**Q.** Removing a third electron from these d ions costs 22 to 38 eV. Along the known part of the 5d row it costs about 2 eV more per element in spin-polarised LDA, apart from one drop, and about 1.6 eV more in Dirac-Fock. The Kohn-Sham eigenvalue $\varepsilon$ of the highest occupied level gives only some 80 % of the ionisation energy IE. How far do the known rows fix Au²⁺ ($5d^9$) and Hg²⁺ ($5d^{10}$)?

Doubly charged 4d and 5d ions in NIST's ground configurations: spherical all-electron, spin-polarised scalar-relativistic LDA (Perdew-Zunger) with Quantum ESPRESSO ld1.x 7.5, point nucleus, open shells at highest spin, IE from total-energy differences. Dirac-Fock column: B-spline radial atomic code, version 1 (Dirac-Coulomb, Fermi nucleus, average over the configuration).

| species | Z | electrons | configuration | electron removed from | ionisation energy (eV) | −ε(highest occupied) (eV) | highest level mean radius (bohr) | highest level | NIST table (eV) | kind of table value | stated uncertainty (eV) | computed less table (eV) | IE, Dirac-Fock (eV) |
| --- | --- | --- | --- | --- | --- | --- | --- | --- | --- | --- | --- | --- | --- |
| Mo2+ | 42 | 40 | [Kr] 4d4 | 4d | 27.8703 | 21.988 | 1.7175 | 4d up | 27.13 | semi-empirical | 0.12 | 0.740 | 25.252 |
| Tc2+ | 43 | 41 | [Kr] 4d5 | 4d | 30.0518 | 23.861 | 1.6089 | 4d up | 29.55 | semi-empirical | n/a | 0.502 | 27.077 |
| Cd2+ | 48 | 46 | [Kr] 4d10 | 4d | 38.0800 | 30.706 | 1.2537 | 4d | 37.468 | measured | 0.006 | 0.612 | 36.087 |
| Hf2+ | 72 | 70 | [Xe] 4f14 5d2 | 5d | 22.5370 | 17.532 | 2.1019 | 5d up | 22.55 | theory | 0.04 | -0.013 | 20.688 |
| Ta2+ | 73 | 71 | [Xe] 4f14 5d3 | 5d | 24.5902 | 19.343 | 1.9757 | 5d up | 23.1 | theory | 1.6 | 1.49 | 22.328 |
| W2+ | 74 | 72 | [Xe] 4f14 5d4 | 5d | 26.5730 | 21.091 | 1.8665 | 5d up | 26 | semi-empirical | 0.4 | 0.573 | 23.954 |
| Re2+ | 75 | 73 | [Xe] 4f14 5d5 | 5d | 28.5052 | 22.793 | 1.7714 | 5d up | 27 | theory | 1.6 | 1.51 | 25.574 |
| Os2+ | 76 | 74 | [Xe] 4f14 5d6 | 5d | 27.4193 | 21.818 | 1.7135 | 5d down | 25 | theory | 1.6 | 2.42 | 27.193 |
| Ir2+ | 77 | 75 | [Xe] 4f14 5d7 | 5d | 29.6132 | 23.731 | 1.6347 | 5d down | 28 | theory | 1.6 | 1.61 | 28.815 |
| Pt2+ | 78 | 76 | [Xe] 4f14 5d8 | 5d | 31.6886 | 25.558 | 1.5641 | 5d down | 29 | theory | 1.6 | 2.69 | 30.443 |
| Au2+ | 79 | 77 | [Xe] 4f14 5d9 | 5d | ? | ? | ? | ? | ? | ? | ? | ? | ? |
| Hg2+ | 80 | 78 | [Xe] 4f14 5d10 | 5d | ? | ? | ? | ? | ? | ? | ? | ? | ? |

**A.** Quite far, once the step from Re²⁺ to Os²⁺ is understood. There the LDA value falls by 1.09 eV while Dirac-Fock rises by 1.62 eV, and the mean radius $\langle r\rangle$ of the highest level keeps shrinking. What changes is the spin of the electron removed, as the column "highest level" shows. Re²⁺ loses one of five parallel electrons and gives up exchange with the other four. Os²⁺ loses its only spin-down electron, and the five parallel ones stay intact.

**Q.** Hartree-Fock has exact exchange. Why does it show no break?

**A.** Because that column, from a B-spline radial atomic code (four-component Dirac-Coulomb Hartree-Fock, without Breit or QED terms), averages over all states of the configuration, so Hund's rule never acts. In Slater's theory the mean energy of the $d^n$ states of total spin $S$ goes as $-D\,S(S+1)$, and $S(S+1)$ averages to $n(10-n)/12$ over the configuration. For $n\le5$ the highest spin is $S=n/2$, which lies $Dn(n-1)/3$ below the average; beyond $d^5$, $n$ is replaced by $10-n$. Taking the difference between $d^n$ and $d^{n-1}$ gives

$$\mathrm{IE_{LDA}}-\mathrm{IE_{DF}}=c+Dx,\qquad x=\tfrac23(n-1)\ \ (n\le5),\qquad x=-\tfrac23(10-n)\ \ (n\ge6).$$

The constant $c$ collects whatever else separates the columns: correlation, the local form of exchange, the treatment of relativity.

From Re to Os, $x$ goes from $+8/3$ to $-8/3$ and the gap between the columns falls by 2.705 eV, so $D=2.705\times3/16=0.51$ eV if $c$ is unchanged. A least-squares line through the seven known 5d rows gives $D=0.47$ eV and $c=1.66$ eV. Past any half-filled d shell treated this way, the gap should fall for the same reason. The LDA energy itself drops only if that fall exceeds the steady rise per element, as it does here with 2.705 against 1.62 eV.

**Q.** Then I read Au and Hg off that line?

**A.** Only as a check, since it fails where it is needed. Its root-mean-square misfit is 0.12 eV, but it is 0.21 eV too low at Pt²⁺, which was in the fit. For closed-shell Cd²⁺, which was not, $x=0$ and the gap should equal $c$, yet it is 0.33 eV larger. One $c$ and one $D$ do not serve the whole row, and the table alone does not say why. My forecast is that this counting falls short by about 0.3 eV for both ions.

The model does tell us which rows to use. Au²⁺ and Hg²⁺ go on filling the spin-down shell, so no new break should come, and only Os, Ir and Pt may be extrapolated in LDA. The last two steps are 2.194 and 2.075 eV. Either the step stays as it is or it keeps shrinking at that rate, and I take the middle of the two.

For Au²⁺ the first choice gives $31.689+2.075=33.764$ eV and the second lies $2.194-2.075=0.119$ eV lower, hence $33.70\pm0.06$ eV. Applied to Hf, Ta and W, the same recipe overshoots Re by 0.015 eV, within its bar of 0.036 eV; that is a single test. Dirac-Fock is smooth enough to be bracketed by a quadratic through the last three rows and a cubic through the last four. The radius follows from the same bracket applied to $1/\langle r\rangle$, with its full width as the bar.

**Q.** And the eigenvalue? Why does it lie 5 to 7 eV short of the IE?

**A.** Janak's theorem says that $\varepsilon$ is the slope of the total energy against the occupation $f$ of the level, so $\mathrm{IE}=-\int_0^1\varepsilon\,df$. With the exact functional the energy is linear in $f$ and $-\varepsilon=\mathrm{IE}$. In LDA the electron partly repels itself, the energy curves, and the level deepens as it empties. The same calculation shows this for Mo: the 4d level sinks by 11.99 eV from the 2+ to the 3+ ion, and the mean of the two values of $-\varepsilon$ lies only 0.11 eV above the IE. The theorem is approximate in this scalar-relativistic scheme, so that remainder gets no meaning.

The shortfall $\mathrm{IE}+\varepsilon$ is thus about half of a screened Coulomb repulsion within the shell, and should scale as $a/\langle r\rangle$. The product $a=(\mathrm{IE}+\varepsilon)\langle r\rangle$ averages 9.60 eV bohr over Os, Ir and Pt with a spread of 0.03, though it is larger and drifts in the spin-up rows. For Au²⁺ this gives $-\varepsilon=33.70-9.60/1.500=27.30$ eV. The bar allows $a$ to slide towards 9.39, which is the Cd value raised by the mean excess of W over Mo and Re over Tc.

**Q.** What do you commit to, including the comparison with NIST?

**A.** No new break, with the highest level 5d down in Au²⁺ and unsplit 5d in Hg²⁺, and these values:

- Dirac-Fock IE: Au $32.08\pm0.01$, Hg $33.72\pm0.04$ eV.
- LDA IE: Au $33.70\pm0.06$, Hg $35.66\pm0.18$ eV; Dirac-Fock plus the Cd gap gives about 35.7 eV for Hg.
- $\langle r\rangle$: $1.500\pm0.002$ and $1.441\pm0.004$ bohr.
- $-\varepsilon$: $27.30\pm0.13$ and $29.0\pm0.3$ eV; $-\varepsilon/\mathrm{IE}$: $0.810\pm0.003$ and $0.813\pm0.005$.
- LDA above the NIST table by $2.2\pm1.6$ eV for Au and by 0.6 to 1.6 eV for Hg.

The Au range is the mean error of Os, Ir and Pt with the uncertainty of their theoretical table values. For Hg the argument is spin-orbit coupling, since both calculations average the fine structure while the table refers to the lowest level. A $d^9$ ion has that level one spin-orbit constant $\zeta$ below the average, which lowers the true IE. The Dirac-Fock 5d splitting of Os²⁺, 1.107 eV, equals $5\zeta/2$ and gives $\zeta=0.44$ eV, and it should be larger in Hg. The Hg error should therefore exceed the 0.61 eV of Cd; the width of the range is a guess.

The withheld rows as computed:

| species | Z | electrons | configuration | electron removed from | ionisation energy (eV) | −ε(highest occupied) (eV) | highest level mean radius (bohr) | highest level | NIST table (eV) | kind of table value | stated uncertainty (eV) | computed less table (eV) | IE, Dirac-Fock (eV) |
| --- | --- | --- | --- | --- | --- | --- | --- | --- | --- | --- | --- | --- | --- |
| Au2+ | 79 | 77 | [Xe] 4f14 5d9 | 5d | 33.6967 | 27.333 | 1.5006 | 5d down | 30 | theory | 1.6 | 3.70 | 32.079 |
| Hg2+ | 80 | 78 | [Xe] 4f14 5d10 | 5d | 35.6603 | 29.072 | 1.4434 | 5d | 34.49 | measured | 0.05 | 1.17 | 33.726 |

**Q.** The LDA value for Hg is missed by 0.001 eV. Is the recipe that good?

**A.** No. The bar was 0.18 eV, and landing on its centre is luck. What the rows show is that there is no break, that the levels are those named, and that the LDA step went on shrinking, to 2.008 and 1.964 eV, more slowly than before. The Dirac-Fock values and the radii also fall inside their bars, both radii slightly above the forecast. The route through Cd came out 0.056 eV too high, so the closeness of 4d and 5d gaps seen for Mo/W and Tc/Re extends to the closed shell.

The counting model missed, by 0.27 eV for Au and 0.28 eV for Hg, more than twice its root-mean-square misfit on the fitted rows and in the direction forecast. It accounts for the place and sign of the break, and not for the detail on either side. The size of the break was fitted through $D$; the Dirac-Fock Slater integrals of Os²⁺ would give a clearly larger $D$ of 0.74 eV. The eigenvalues, like the ratios $-\varepsilon/\mathrm{IE}$, lie inside their bars, but both levels are deeper than predicted. The reason is visible in $a$, which fell to 9.55 and 9.51 eV bohr, so its constancy over three rows was only local.

**Q.** Both errors against NIST are inside the ranges. Does that rank the methods?

**A.** For Au²⁺ it says little. LDA lies 3.70 eV above the table, near the top of a wide range, and Dirac-Fock lies 2.08 eV above. The table value is itself theory, 30.0 eV with an uncertainty of 1.6 eV. Terms and fine structure, unresolved in both calculations, may carry part of the excess, but how much is untested here.

Hg²⁺ is measured, like Cd²⁺, and the pair is more telling. The LDA error against measurement grows from 0.61 to 1.17 eV, and the Dirac-Fock error moves from $-1.38$ to $-0.76$ eV. Two different methods shift upwards by about the same amount, as they would if the cause were the averaging of fine structure that they share, with $\zeta$ growing from 4d to 5d. One pair makes this consistent with the numbers rather than proven. On this reading the smaller Dirac-Fock error for Hg is no sign of a better method: lack of correlation lowers its IE, the averaging raises it, and the two partly cancel.
